A magnetic shielding $\sigma$ says how strongly the electrons of a molecule weaken an applied magnetic field at a nucleus. It is the sum of two parts,

$$\sigma=\sigma_{\text{dia}}+\sigma_{\text{para}} .$$

The diamagnetic part comes from the undisturbed electron density. The paramagnetic part arises because the field mixes occupied with empty orbitals. Where the line between the two falls depends on the method, here GIAO, so small shifts from one part to the other shouldn't be over-read. In dimethylsilane the first part is close to 900 ppm for silicon, 250 ppm for carbon and 30 ppm for a hydrogen on silicon. The second takes back roughly 500, 55 and 2 ppm.

Isotropic GIAO shieldings σ of dimethylsilane, C2H8Si, from non-relativistic gas-phase calculations with PySCF 2.14.0 and density fitting, all at the same PBE0-D3(BJ)/def2-SVP geometry. Atoms are numbered in the order of the SMILES C[SiH2]C, with hydrogens after the heavy atoms; atoms equivalent by connectivity are averaged.

```
functional          basis  exact exchange, long range (%)  σ C1 (ppm)  σ Si2 (ppm)  σ H7 (ppm)
     B97-D       pcSseg-2                               0       185.6        378.2       27.25
      BLYP       pcSseg-2                               0       181.9        354.0       27.16
      BP86       pcSseg-2                               0       186.4        366.0       26.95
       KT2       pcSseg-2                               0       189.4        394.4       26.94
       KT3       pcSseg-2                               0       187.5        398.1       27.28
       LDA       pcSseg-2                               0       189.1        351.6       26.30
      OPBE       pcSseg-2                               0       191.1        394.5       26.98
       PBE       pcSseg-2                               0       186.8        367.4       26.89
     B3LYP       pcSseg-2                              20       185.9        367.5       27.27
     B97-2       pcSseg-2                              21       190.0        388.2       27.27
  mPW1PW91       pcSseg-2                              25       190.4        381.5       27.15
 BHandHLYP       pcSseg-2                              50       190.6        386.5       27.45
 CAM-B3LYP       pcSseg-2                              65       189.4        372.6       27.23
        HF       pcSseg-2                             100       196.9        420.0       27.80
   LC-wPBE       pcSseg-2                             100       195.4        388.9       27.25
   wB97X-D       pcSseg-2                             100       191.2        383.2       27.22
      WP04       pcSseg-2                             n/a       177.4        365.9       28.04
      PBE0  6-311+G(2d,p)                              25       193.1        385.9       27.10
      PBE0          6-31G                              25       205.1        477.0       28.81
      PBE0       6-31G(d)                              25       199.8        444.6       27.57
      PBE0         STO-3G                              25       236.1        555.6       30.79
      PBE0       def2-SVP                              25       200.1        450.6       27.19
      PBE0      def2-TZVP                              25       193.7        373.7       27.04
      PBE0       pcSseg-2                              25       191.1        383.4       27.07
```

In the table, σ C1 is the mean over the two methyl carbons, σ Si2 belongs to silicon and σ H7 to the hydrogens bound to silicon.

### 1. Which nucleus feels a change of functional most?

Silicon does. With the pcSseg-2 basis its shielding spreads over 68 ppm, against 20 ppm for carbon and less than 2 ppm for hydrogen. This is also the order of the paramagnetic parts. Theory expects such a part to be large where p electrons come close to the nucleus and empty orbitals lie low in energy. Silicon is expected to meet both conditions, though the table doesn't test them one by one, while hydrogen has no valence p shell of its own.

### 2. Which part of the shielding changes?

For silicon it is the paramagnetic part, which varies by 73 ppm over the functionals while the diamagnetic part varies by only 7 ppm. The reason is that most of the diamagnetic part comes from core electrons, which all functionals describe much alike. The mixing with empty orbitals depends far more on the functional.

Hydrogen has no core, so the same argument does not carry over. There the diamagnetic part varies by 1.7 ppm and the paramagnetic part by 1.1 ppm. A change in hydrogen shielding therefore can't be put down to the paramagnetic part alone.

### 3. What happens to silicon if exact exchange is mixed in?

For a semi-local functional the paramagnetic part has the schematic form

$$\sigma_{\text{para}}\sim-\sum_{i,a}\frac{M_{ia}}{\varepsilon_a-\varepsilon_i},$$

where $i$ is an occupied and $a$ an empty orbital, $\varepsilon$ are their energies and $M_{ia}$ measures how well the field connects them near the nucleus. Exact exchange widens the energy gaps, which weakens the mixing and raises the shielding. It also couples the responses of the orbitals to one another, which works against this gain. The net effect has to be read from the calculation.

From PBE to PBE0, which has 25 % exact exchange, silicon rises by 16 ppm, or 0.64 ppm for each per cent. Suppose that this slope also holds for another parent functional:

$$\sigma(x)=\sigma_{\text{parent}}+0.64\,x ,$$

with $x$ the share in per cent and $\sigma$ in ppm. BHandHLYP has BLYP as its parent and 50 % exact exchange, so the estimate is $354.0+0.64\times50=386.0$ ppm. The table has 386.5 ppm, a value that played no part in finding the slope.

B3LYP, whose semi-local part is only roughly that of BLYP, is also predicted to within 1 ppm. For Hartree–Fock (HF), starting from PBE, the rule comes out 11 ppm too high. HF also drops the correlation functional, so it is not simply the far end of the same line. The output after the text lists these tests.

### 4. Can the exact-exchange column then rank all functionals?

No, because the rule needs the right parent. The functionals without any exact exchange already differ among themselves by 46 ppm for silicon. Going from PBE to OPBE replaces only the semi-local exchange, yet it raises the shielding by 27 ppm, more than the step to PBE0 does. Replacing only the correlation, from BLYP to BP86, adds 12 ppm. Nor can one slope serve every parent up to 100 %. No semi-local exchange is left there, and PBE and OPBE share their correlation functional, so their lines must meet although they start 27 ppm apart.

The column is also a poor guide to range-separated functionals, since it states the share of exact exchange between electrons that are far apart. CAM-B3LYP is listed with 65 %, and the rule overshoots its silicon value by 23 ppm. At short range its share is about 19 %, much like that of B3LYP, and the two shieldings differ by only 5 ppm. It is tempting to conclude that the short-range share decides, because the paramagnetic part is weighted towards the nucleus. LC-wPBE shows that this can't be the whole story: its share of exact exchange starts from zero where two electrons meet, and still it lies well above PBE. The share grows with the distance between the electrons, so middle distances probably matter too.

### 5. What would a smaller basis do?

The minimal and double-zeta bases in the table, all made for general use, let silicon look much too shielded. With PBE0, def2-SVP lies 67 ppm above pcSseg-2, about as much as the whole spread over functionals, and the minimal basis STO-3G lies 172 ppm above it. The triple-zeta basis def2-TZVP doesn't share this fault: it lies 9.7 ppm below pcSseg-2. In def2-SVP only 3 ppm of the excess is diamagnetic. Nearly all of the error therefore sits in the paramagnetic part.

The likely reason is that the field sets up small currents around the nucleus. To describe them, the orbitals must be able to change shape, and a small basis offers too few functions for that. The negative paramagnetic part then stays too small in size, and the total comes out too high.

Hydrogen in STO-3G seems to go wrong in a second way. Its shielding is 3.7 ppm too high relative to pcSseg-2, and 2.4 ppm of this is diamagnetic. This suggests that the minimal basis already spoils the undisturbed density. It is no proof, because the split itself shifts with the basis: from def2-TZVP to pcSseg-2 the diamagnetic part of this hydrogen falls by 0.4 ppm, while the total hardly moves.

### 6. Which digits can be trusted?

A rough test is the spread over the three larger bases used with PBE0: 6-311+G(2d,p), def2-TZVP and pcSseg-2. It is 12 ppm for silicon, 3 ppm for carbon and 0.06 ppm for hydrogen. The decimal printed for silicon thus serves only to compare rows in the same basis. Of the three, only pcSseg-2 was designed for shieldings, so its own error may be smaller than this spread.

For hydrogen, seven functionals from wB97X-D to KT3 lie between 27.22 and 27.28 ppm. That interval is as wide as the basis spread, so their order might change with the basis and shouldn't be read as a ranking. Agreement between bases is also not agreement with nature, because each functional has an error of its own, and relativity and molecular vibration are left out of every row.

### 7. What does the single carbon value hide?

It hides two different carbons. In the geometry used, one methyl group is staggered and the other is eclipsed, with a C–H bond lined up with the far Si–C bond. With PBE0 and pcSseg-2 the eclipsed carbon is shielded by 4.9 ppm more than the staggered one.

The stable form of dimethylsilane has both methyl groups staggered. If the eclipsed one were turned by 60° and the geometry relaxed, the two carbons would become equivalent and this difference would vanish. Comparisons between rows survive, since all rows share one geometry. A comparison with experiment is another matter. If the carbon that is already staggered kept its value, the mean in the table would be about 2.5 ppm too high, an error that no better functional or basis could remove.

The analysis program printed:

```
Range of Si shielding over functionals, pcSseg-2 (ppm): 68.4
Range of C shielding over functionals, pcSseg-2 (ppm): 19.5
Range of H shielding over functionals, pcSseg-2 (ppm): 1.74
Range of diamagnetic part of Si, pcSseg-2 (ppm): 6.735
Range of paramagnetic part of Si, pcSseg-2 (ppm): 73.33
Range of diamagnetic part of H, pcSseg-2 (ppm): 1.695
Range of paramagnetic part of H, pcSseg-2 (ppm): 1.059
Si, PBE0 less PBE (ppm): 16
Si slope from PBE to PBE0 (ppm per 10 % exact exchange): 6.4
Si slope from BLYP to BHandHLYP (ppm per 10 % exact exchange): 6.5
Si in B3LYP, BLYP plus PBE slope, predicted less computed (ppm): -0.7
Si in BHandHLYP, BLYP plus PBE slope, predicted less computed (ppm): -0.5
Si in HF, PBE plus PBE slope, predicted less computed (ppm): 11.4
Si in CAM-B3LYP, BLYP plus slope times long-range share, predicted less computed (ppm): 23
Si in LC-wPBE, PBE plus slope times long-range share, predicted less computed (ppm): 42.5
Si, OPBE less PBE (ppm): 27.1
Si, BP86 less BLYP (ppm): 12
Range of Si over functionals without exact exchange (ppm): 46.5
Si, PBE0 in each basis less pcSseg-2, in table order (ppm): 2.5, 93.6, 61.2, 172.2, 67.2, -9.7, 0
Si diamagnetic part, def2-SVP less pcSseg-2 (ppm): 3.066
Si diamagnetic part, STO-3G less pcSseg-2 (ppm): -8.94
H shielding, STO-3G less pcSseg-2 (ppm): 3.72
H diamagnetic part, STO-3G less pcSseg-2 (ppm): 2.405
Range of Si over the three larger bases, PBE0 (ppm): 12.2
Range of C over the three larger bases, PBE0 (ppm): 2.6
Range of H over the three larger bases, PBE0 (ppm): 0.06
Eclipsed less staggered methyl carbon, PBE0/pcSseg-2 (ppm): 4.905
```
